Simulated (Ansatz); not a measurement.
## How methods differ on BSiH2Cl (SMILES B[Si]Cl)

The species is BSiH2Cl (5 atoms), meant as a triplet with charge 0. As SMILES, `B[Si]Cl`. Geometry: relaxed at GFN2-xTB.

```tsv
atom	x (Å)	y (Å)	z (Å)
B	-0.6741	0.3680	-0.3025
Si	0.3346	-1.0819	0.3575
Cl	2.3114	-0.9303	0.9615
H	-0.1845	1.4312	-0.3874
H	-1.7874	0.2130	-0.6291
```

Each level gives the energy change with the B1–Si2 bond stretched from 1.886 to 2.357 Å (eV). The values are calculated.

```
           level                    kind  program  value (eV)  less FCI/STO-3G
      UHF/STO-3G            Hartree–Fock   Ansatz        1.42            +0.12
   USVWN5/STO-3G                     LDA   Ansatz        1.39            +0.09
U-r2SCAN0/STO-3G         hybrid meta-GGA   Ansatz        1.51            +0.21
  U-wB97X/STO-3G  range-separated hybrid   Ansatz        1.56            +0.26
  UB2PLYP/STO-3G           double hybrid   Ansatz        1.40            +0.10
  RPA@PBE/STO-3G                     RPA   Ansatz        1.12            -0.18
     UMP2/STO-3G     perturbation theory   Ansatz        1.49            +0.19
 UBCCD(T)/STO-3G   coupled cluster or CI   Ansatz        1.34            +0.04
 UCCSD(T)/STO-3G   coupled cluster or CI   Ansatz        1.33            +0.03
      FCI/STO-3G      exact in the basis   Ansatz        1.30             0.00
```

FCI/STO-3G is exact within its basis and frozen core, so for wave-function methods in that basis the difference is their error; functionals converge differently with the basis, so for them it is only a difference. The first shape isn't each level's own minimum. The values span 1.12 to 1.56 eV. All rows use very small basis sets, so none should be taken for the real molecule's value.

The coordinates place both hydrogens on boron, so the stretched bond is that of a triplet borylsilylene, H2B–Si–Cl. Stretching it weakens the B–Si σ bond and probably also a partial π interaction, in which the unpaired electron in silicon's p orbital delocalises into the formally empty p orbital on boron.

Correlation lowers the cost of the stretch, from 1.42 eV in UHF to 1.30 eV in FCI. UMP2 shifts it the wrong way, to 1.49 eV, probably because second-order theory on a spin-polarised reference recovers too little of the correlation gained as the bond lengthens. Coupled cluster with triples removes most of this error. Brueckner orbitals bring no further gain, which suggests that the choice of orbitals is not what limits the remaining accuracy. UHF's smaller error than UMP2's therefore doesn't make it the better description of correlation. The stretch energies also leave open whether the triplet lies below the closed-shell singlet, the usual ground state of simple silylenes.
